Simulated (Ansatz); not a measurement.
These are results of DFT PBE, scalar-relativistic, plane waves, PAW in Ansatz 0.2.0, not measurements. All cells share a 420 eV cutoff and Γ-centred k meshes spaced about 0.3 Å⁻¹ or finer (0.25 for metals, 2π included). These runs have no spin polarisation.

Temperature and zero-point effects are left out.

Compare these two cells of Ti₂Cl, each relaxed at this level.

A.

```cif
data_structure
_symmetry_space_group_name_H-M 'R-3m:H'
_symmetry_Int_Tables_number 166
_cell_length_a 3.1255
_cell_length_b 3.1255
_cell_length_c 42.5909
_cell_angle_alpha 90.000
_cell_angle_beta 90.000
_cell_angle_gamma 120.000
_cell_volume 360.31
loop_
_atom_site_label
_atom_site_type_symbol
_atom_site_symmetry_multiplicity
_atom_site_Wyckoff_symbol
_atom_site_fract_x
_atom_site_fract_y
_atom_site_fract_z
_atom_site_occupancy
Ti1 Ti 6 c 0.66667 0.33333 0.92252 1
Ti2 Ti 6 c 0.33333 0.66667 0.97358 1
Cl1 Cl 6 c 0.00000 0.00000 0.88365 1
```

B.

```cif
data_structure
_symmetry_space_group_name_H-M 'P6_3/mmc'
_symmetry_Int_Tables_number 194
_cell_length_a 3.1526
_cell_length_b 3.1526
_cell_length_c 11.6166
_cell_angle_alpha 90.000
_cell_angle_beta 90.000
_cell_angle_gamma 120.000
_cell_volume 99.99
loop_
_atom_site_label
_atom_site_type_symbol
_atom_site_symmetry_multiplicity
_atom_site_Wyckoff_symbol
_atom_site_fract_x
_atom_site_fract_y
_atom_site_fract_z
_atom_site_occupancy
Ti1 Ti 4 f 0.33333 0.66667 0.41238 1
Cl1 Cl 2 b 0.00000 0.00000 0.25000 1
```

Problem. Which is lower in energy, and by how much?

Solution. A is lower, by 234 meV/atom. A has space group R-3m (No. 166), 20.0 Å³/atom and no gap on its mesh; B has space group P6_3/mmc (No. 194), 16.7 Å³/atom and no gap. Counting Cl atoms around Ti (those within 1.25 times the shortest such distance or 1.15 times the sum of covalent radii; a plus sign parts nearer from farther groups; the shortest distance is added where it exceeds 1.18 times the sum of covalent radii; a slash parts the counts of unlike sites), A has Ti 3/3+3 from 4.2 Å and B has Ti 3. In A, Ti on its first site is surrounded by 3 Cl at 2.45 Å, 3 Ti at 2.83 Å and 6 Ti at 3.13 Å; Ti on its second site is surrounded by 6 Ti at 2.83–2.88 Å and 6 Ti at 3.13 Å; around Cl lie 3 Ti at 2.45 Å. In B, Ti has 3 Cl at 2.62 Å, 3 Ti at 2.73 Å and 6 Ti at 3.15 Å; Cl has 6 Ti at 2.62 Å and 6 Cl at 3.15 Å. Both come from trial cells of a structure search.

Weakly bound directions are ill-defined at this level, which has no dispersion term (R-3m), and this can change margins and order among such cells. Trial moments fell under 0.15 μB along the way in R-3m and P6_3/mmc; another start might hold them. Cells relaxed within their symmetry can be saddle points.

The lower cell, A, separates the metal from the halide: four-layer titanium slabs are capped on both faces by chlorine, and the inner titanium has only metal neighbours. In B, chlorine sits between titanium double layers and binds to both sides. Its six Ti–Cl contacts of 2.62 Å are long and individually weak, against three of 2.45 Å in A. The preference for A probably reflects these shorter polar bonds together with thicker metal slabs, in which the many d electrons left by so little chlorine can delocalise. Crowding within the chlorine layers hardly separates the two, since the in-plane repeat is almost the same and is short for chloride in both. The larger volume of A comes mainly from the empty space between chlorine faces, not from a looser metal framework. The ranking doesn't make A a stable compound, because decomposition into titanium metal and titanium dichloride, the natural competitor at this composition, isn't tested.
